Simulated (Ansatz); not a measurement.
## Sn: the change of energy above lowest point and pressure with volume scale

All results are calculated (Ansatz 0.2.0). Free energy against uniform scaling of the volume at fixed shape and fractions; periodic cell, basis, potentials, k mesh and filling as listed.

The cell before it is scaled or strained (space group Im-3m, No. 229):
```
Sn
1.0
     -1.8947     1.8947     1.8947
      1.8947    -1.8947     1.8947
      1.8947     1.8947    -1.8947
Sn
1
Direct
  0.00000 0.00000 0.00000
```

Settings of every row: functional LDA; dispersion none; potentials PAW; wave cutoff 510 eV; density cutoff 2040 eV; k mesh 11x11x11; k shift 0x0x0; occupations fermi dirac; smearing width 0.05 eV; spin none.

Limits: coarse k mesh, up to 40 meV an atom off; the cell comes from a prototype or a list of computed structures and needn't be the stable phase.

```
row  volume scale  V (Å³/atom)  energy above lowest point (meV/atom)  pressure (GPa)
  1          0.92        25.03                                   2.8            1.52
  2        0.9467       25.757                                     0           -0.25
  3        0.9733       26.481                                   4.6           -1.73
  4             1       27.207                                  15.4              -3
  5        1.0267       27.933                                  31.4           -4.08
  6        1.0533       28.657                                  52.1           -5.01
  7          1.08       29.384                                     ?               ?
```

Question: what energy above lowest point and pressure should row 7 give?

Worked fit of energy above lowest point. Take u = (V_r/V)^(2/3) − 1 with V_r = 26.844 Å³ an atom, which is twice the finite (Eulerian) strain; such expansions in the strain, on which the Birch-Murnaghan equation of state is built, carry the rest volume and the bulk modulus. The shown rows have u = 0.04775, 0.02794, 0.00912, -0.00891, -0.02616, -0.04263. Least squares give energy above lowest point = 9.24 − 595.7 × u + 9626 × u² meV/atom; a straight line predicts inner rows, each left out in turn, worse (root mean square 7.6 against 0.11 meV/atom). The rows lie off it by 0.1, -0.1, 0.0, 0.1, 0.0, 0.0. Its lowest point lies at u = 0.0309, or V = 25.64 Å³ an atom, and the curvature there gives the bulk modulus at fixed shape and fractions, B = (4/9)(1 + u)² E″(u)/V = 56.8 GPa. The withheld row has u = -0.05849, so the fit gives 9.24 − 595.7 × (-0.05849) + 9626 × (-0.05849)² = 77.0 meV/atom.

The calculation gave 76.6 meV/atom. The fit lies 0.4 meV/atom (0.52 % of the column's range) above it; its largest miss of a shown row is 0.1 meV/atom. This row lies beyond the range of the fit.

Worked fit of pressure. Take u = (V_r/V)^(2/3) − 1 with V_r = 26.844 Å³ an atom, which is twice the finite (Eulerian) strain; such expansions in the strain, on which the Birch-Murnaghan equation of state is built, carry the rest volume and the bulk modulus. The shown rows have u = 0.04775, 0.02794, 0.00912, -0.00891, -0.02616, -0.04263. Least squares give pressure = −2.391 + 70.07 × u + 223.9 × u² + 498 × u³ GPa; a parabola predicts inner rows, each left out in turn, worse (root mean square 0.015 against 0.0045 GPa). All shown rows lie on it to the printed digit. The pressure vanishes at u = 0.0309, or V = 25.65 Å³ an atom, and there the bulk modulus at fixed shape and fractions is B = −V dP/dV = (2/3)(1 + u) dP/du = 58.6 GPa. The withheld row has u = -0.05849, so the fit gives −2.391 + 70.07 × (-0.05849) + 223.9 × (-0.05849)² + 498 × (-0.05849)³ = -5.82 GPa.

The calculation gave -5.8 GPa. The fit lies 0.02 GPa (0.27 % of the column's range) below it; its largest miss of a shown row is 0.00 GPa. This row lies beyond the range of the fit.
